## Question

Platinum disulfide, PtS₂, is built of layers. In each layer a sheet of platinum lies between two sheets of sulfur, and the sulfur faces of neighbouring layers meet without a strong bond. The table follows this crystal from a squeezed to a stretched state, with its shape free to adjust at each volume. Negative pressure means that the crystal is under tension.

PtS₂ (space group P-3m1), with cell shape and atoms relaxed at each fixed volume to forces below 0.01 eV/Å. Ansatz 0.2.0, PBE with D3(BJ) dispersion, no spin polarization, PAW, plane-wave cutoff 420 eV, 12×12×8 k mesh, Gaussian smearing of 0.01 eV. Energies are relative to the elements in their standard forms, computed with the same functional.

```tsv
volume (relaxed cell) (Å³/atom)	c/a (relaxed cell)	shortest distance (relaxed cell) (Å)	energy over elements (eV/atom)	pressure (GPa)
15.211	1.1930	2.362	-0.340	10.630
15.730	1.2133	2.374	-0.368	6.580
16.248	1.2386	2.383	-0.384	3.590
16.767	1.2666	2.390	-0.392	1.410
17.804	1.3384	2.397	-0.392	-0.970
18.323	1.3769	2.399	-0.388	-1.590
19.014	1.4301	2.400	-0.380	-2.090
```

The shortest distance is the Pt–S bond. The same calculations find overlapping bands, hence a metal, at the four smallest volumes, and an open band gap at the three largest.

The crystal becomes much harder to compress as it shrinks. Three explanations are offered:

1. The Pt–S bonds are the spring being squeezed, since the pressure follows their length almost perfectly.
2. The crystal stiffens because its band gap closes and it turns into a metal.
3. The space between the layers is squeezed, and its sulfur faces repel each other ever more steeply.

Decide between them as far as the data allow.

## Model answer

From the largest cell to the smallest, the crystal loses a fifth of its volume. The space between the layers loses about a third of its width, while the Pt–S bond shortens by less than 2 %. Had all lengths shrunk alike, the bond would have shortened by about 7 %. The bonds are therefore not where most of the volume goes.

The picture behind this is a stack of stiff plates with soft cushions between them. Along the stack, plates and cushions carry the same stress, so the soft part gives way most. If the cushions harden as they are pressed, the whole stack hardens, even though the plates stay as they were.

The width of a cushion follows from geometry. Let $v$ be the volume per atom, $d$ the Pt–S bond length, $a$ the cell edge within a layer and $c$ the height of one layer plus one space. With three atoms in the cell,

$$3v=\frac{\sqrt3}{2}\,a^2c .$$

Together with the tabulated $c/a$, this fixes both lengths. Each sulfur atom sits sideways from its platinum neighbours by $a/\sqrt3$, so its height above the platinum sheet is $\sqrt{d^2-a^2/3}$. The space between facing sulfur planes is then

$$g=c-2\sqrt{d^2-a^2/3}.$$

For the smallest cell, $a=3.535$ Å and $c=4.217$ Å, which gives

$$g=4.217-2\sqrt{2.362^2-3.535^2/3}\approx1.84\ \text{Å}.$$

The same steps give 2.70 Å for the largest cell.

Next comes the stiffness, taken between neighbouring rows as the rise in pressure divided by the fractional loss of volume. It is about 14 GPa between the two largest volumes and 121 GPa between the two smallest. The space between the layers supplies 98 % of the volume change in the first of these steps and 75 % in the second. Dividing each part's share by the stiffness tells how readily that part yields:

| Step | Layers, volume lost per GPa | Space between layers, volume lost per GPa |
|---|---|---|
| two largest volumes | 2.5 % / 13.5 ≈ 0.2 % | 97.5 % / 13.5 ≈ 7 % |
| two smallest volumes | 25 % / 121 ≈ 0.2 % | 75 % / 121 ≈ 0.6 % |

The percentages refer to the volume of the whole crystal, and the part of the space includes what it loses when the layers shrink sideways. The first value for the layers is rough, because the tabulated bond lengths are rounded, but the four steps in between also give between 0.2 and 0.3 %. As far as the rounding lets one judge, the layers yield about equally throughout the series, whereas the space between them becomes roughly ten times harder to squeeze. The stiffening therefore arises between the layers. This rules out the first explanation and locates the effect where the third one puts it.

Why the space hardens so steeply is an argument from theory. The shortest sulfur–sulfur distance across it falls from 3.4 to 2.7 Å, and the outer electron shells of these atoms are filled, or nearly so once the bands overlap. When such shells are pushed into each other, the Pauli principle forces electrons into states of higher energy. The overlap grows roughly exponentially as the atoms approach, and so does the repulsion.

The second explanation fails as the main cause. A straight line between the neighbouring rows puts the closing of the band gap near 17.2 Å³ per atom. Yet the stiffness already rises from 14 to 22 GPa while the gap is still open, and from 69 to 121 GPa after the crystal has become a metal. A process that runs on both sides of the transition does not need the transition to drive it. The gapped side is the less certain one. For the cell at 17.804 Å³ per atom, where the first of these rises ends, the calculation finds a gap of 0.27 eV and gives no warning, but it looks only at a finite set of sampled points. The makers of the data caution, from tests on other systems, that a band crossing between such points can be missed. If that cell is already a metal, only the rise from 69 to 121 GPa still counts against this explanation, since it takes place wholly after the gap has closed.

The third explanation is thus the best supported: squeezing PtS₂ mainly pushes its layers together, and the contact between them hardens.

## Remarks on the reasoning

**A near-perfect correlation can point to the wrong part.** A straight line of pressure against bond length, fitted by least squares to the four metallic rows, predicts the other three to within 0.13 GPa of the computed pressures. A constant pull plus an exponential repulsion in $g$, fitted to the same rows, misses by up to 0.24 GPa. Judged by prediction alone, the wrong explanation would look at least as good. Its small lead means little, since a rounding error of 0.0005 Å in the bond length already shifts the predicted pressure by 0.17 GPa. Both laws do worst at the largest volume, where they give too little tension.

The plates and cushions explain this success. A stiff spring that is barely deformed responds in proportion to the stress it carries. The Pt–S bond shortens by about 0.003 Å per GPa and so works as a pressure gauge built into the crystal. A gauge follows the pressure faithfully, but it does not decide how much volume the crystal must give up to reach that pressure.

**The electronic explanation is weakened, not removed.** The law in the spacing was fitted on the metallic side and continues into the region with a gap without a visible jump. That speaks against a large, sudden change of stiffness at the transition. The law in the bond length cannot testify here, because a gauge follows the pressure whatever causes it. A gradual electronic contribution remains possible, because the sulfur overlap that causes repulsion also broadens the bands. The calculations for the four metallic cells ended without warnings, though the makers of the data caution, from tests on other systems, that so narrow a smearing can be delicate for a metal. The energies and pressures of these cells agree with each other, but they would do so on too coarse a mesh as well; only a second mesh or smearing width, not tried here, could show how far the stiffness depends on these settings. The volume at which the gap closes should not be carried over to a real sample: this density functional usually makes band gaps too small, and the bands were sampled only at a finite set of points.

**The division of the strain is more useful than the absolute stiffness.** The calculated pressure passes through zero between 16.767 and 17.804 Å³ per atom. Measured cells of PtS₂ are somewhat taller along the stack, so the calculation appears to hold the layers too close together at rest. Since the stiffness depends so strongly on their separation, the real material at ambient pressure may well be softer than the calculated one at its own zero of pressure; the table cannot test this. What carries over is the order of inspection: in a layered solid, look first at how far apart the layers are, and only then at the bonds inside them.
